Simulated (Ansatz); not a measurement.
## Strength of the Si–Te bond: SiH2(CH3)Te → SiH2(CH3) + Te

Species: SiH2(CH3)Te, doublet; SiH2(CH3), doublet; Te atom, triplet. 

Shapes, held fixed at every level: PBE0-D4/def2-TZVP. Programs: Ansatz 0.2.0. The zero-point and thermal change to 298 K, harmonic and unscaled (PBE0-D4/def2-TZVP), is -28.2 kJ/mol.

Task: Estimate ΔH(298 K) of this reaction.

Result: The highest level, CCSD(T)/def2-TZVPP, gives ΔH(298 K) = +241.8 kJ/mol; the levels span +139.4 to +260.0. The column of differences is taken from that level and isn't an error. Hartree–Fock misses the correlation of the pair that is broken and comes out low. No measured value is set beside it here. Open shells run unrestricted unless RO is named. For atoms past krypton def2 sets carry core potentials with scalar relativity. Correlated rows may include outer-core shells of Te, which these sets cover unevenly. Spin-orbit coupling lowers the free atoms by 25.2 kJ/mol; the thermal change holds that.

| level | kind | ΔH(298 K) (kJ/mol) | less CCSD(T)/def2-TZVPP |
| --- | --- | --- | --- |
| HF/def2-SVP | Hartree–Fock | +139.4 | -102.4 |
| PBE-D4/def2-TZVPP | GGA | +260.0 | +18.2 |
| r2SCAN-D4/def2-TZVPP | meta-GGA | +247.3 | +5.5 |
| BHLYP-D4/def2-TZVPP | global hybrid | +244.2 | +2.4 |
| B2PLYP/def2-TZVPP | double hybrid | +242.4 | +0.6 |
| CCSD(T)/def2-SVP | coupled cluster or CI | +211.7 | -30.1 |
| CCSD/def2-TZVPP | coupled cluster or CI | +231.5 | -10.3 |
| CCSD(T)/def2-TZVPP | coupled cluster or CI | +241.8 | 0.0 |

Breaking the Si–Te σ bond leaves a silyl radical and triplet tellurium, and the coupled-cluster value of +241.8 kJ/mol describes a fairly strong single bond, despite the diffuse Te 5p orbital. Much of that strength is correlation energy: electrons paired in the bond, and close to the Te lone pairs, correlate more strongly than in the separated fragments. Hartree–Fock therefore falls well short even of CCSD(T) in the same small basis, and triples still add to the bond strength.

The rise from +211.7 to +241.8 kJ/mol with the larger basis suggests that the coupled-cluster value would climb further towards the basis-set limit. The close match with B2PLYP may thus be partly fortuitous, and doesn't establish a ranking of the functionals.

Spin-orbit coupling probably pushes the same way. The unpaired electron of the intact radical occupies one of two nearly degenerate Te 5p orbitals, so the molecule should also be stabilised appreciably, and correcting only the free atom makes the bond look too weak.
